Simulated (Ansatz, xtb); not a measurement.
# C3H7N3Si: which of two isomers lies lower

Structure a is `Cc1nncn1[SiH3]`, a singlet and structure b is `Cc1ncnn1[SiH3]`, a singlet. Both are isolated molecules in the gas phase, relaxed with r2SCAN-D4/def2-SVP.

Question: Estimate E(b) − E(a) at the level CCSD(T)/def2-SVP + ΔMP2/def2-TZVPP.

Answer: Calculated at CCSD(T)/def2-SVP + ΔMP2/def2-TZVPP: E(b) − E(a) = −21.4 kJ/mol, so structure b lies lower.

The same difference at several levels:

```csv
level,geometry,E(b) − E(a) (kJ/mol),departure from the last row (kJ/mol),"job, with rough time for the two"
GFN2-xTB,GFN2-xTB,−12.2,+9.3,"optimisation, 0.14 s"
HF/STO-3G,GFN2-xTB,−19.8,+1.7,"single point, 0.36 s"
r2SCAN-D4/def2-SVP//GFN2-xTB,GFN2-xTB,−27.1,−5.6,"single point, 3.7 s"
r2SCAN-D4/def2-SVP,r2SCAN-D4/def2-SVP,−27.3,−5.9,"optimisation, 33 s"
HF/def2-SVP,r2SCAN-D4/def2-SVP,−28.1,−6.7,part of the CCSD(T) run
MP2/def2-SVP,r2SCAN-D4/def2-SVP,−26.9,−5.4,part of the CCSD(T) run
CCSD(T)/def2-SVP,r2SCAN-D4/def2-SVP,−25.6,−4.1,single point
CCSD(T)/def2-SVP + ΔMP2/def2-TZVPP,r2SCAN-D4/def2-SVP,−21.4,,"single point, 79 s"
```

As drawn, both hold the same kinds of bond in the same numbers.

The levels shown agree on the order. The largest departure from CCSD(T)/def2-SVP + ΔMP2/def2-TZVPP is that of GFN2-xTB, 9.3 kJ/mol. The last row adds to CCSD(T) the change of the MP2 difference between the two basis sets, here +4.1 kJ/mol.

With thermal terms from frequencies at re-optimised GFN2-xTB minima (ideal gas, soft modes damped towards free rotors, one conformer each, 298.15 K, 1 atm): the zero-point term adds 0.0 kJ/mol; ΔH is −21.1 and ΔG −22.4 kJ/mol.

The correlated steps freeze 11 core orbitals. Codes used: Ansatz 0.2.0, xtb 6.7.1; the last row on 4 threads of Arm Neoverse V1 on a shared host.

The preference for b fits the familiar ordering of 1H- over 4H-1,2,4-triazoles. In a, silicon sits on the nitrogen between the two carbons, leaving two adjacent pyridine-like nitrogens whose in-plane lone pairs repel each other. In b, silicon occupies one of the linked nitrogens, so the remaining lone pairs are separated by a carbon. Both rings keep an aromatic sextet, so the gap probably reflects lone-pair repulsion and charge distribution more than a loss of aromaticity.

Hartree–Fock already gives the order, so correlation adjusts the preference but does not create it. Enlarging the basis shifts the gap more than going from HF to CCSD(T) in the small one, which suggests that the close agreement of HF/STO-3G with the final value is a cancellation of errors. Thermal terms barely matter, as expected for isomers with such similar bonding. The gas-phase preference need not carry over in size to polar solvents, which should favour the 4H-type ring of a because of its typically larger dipole.
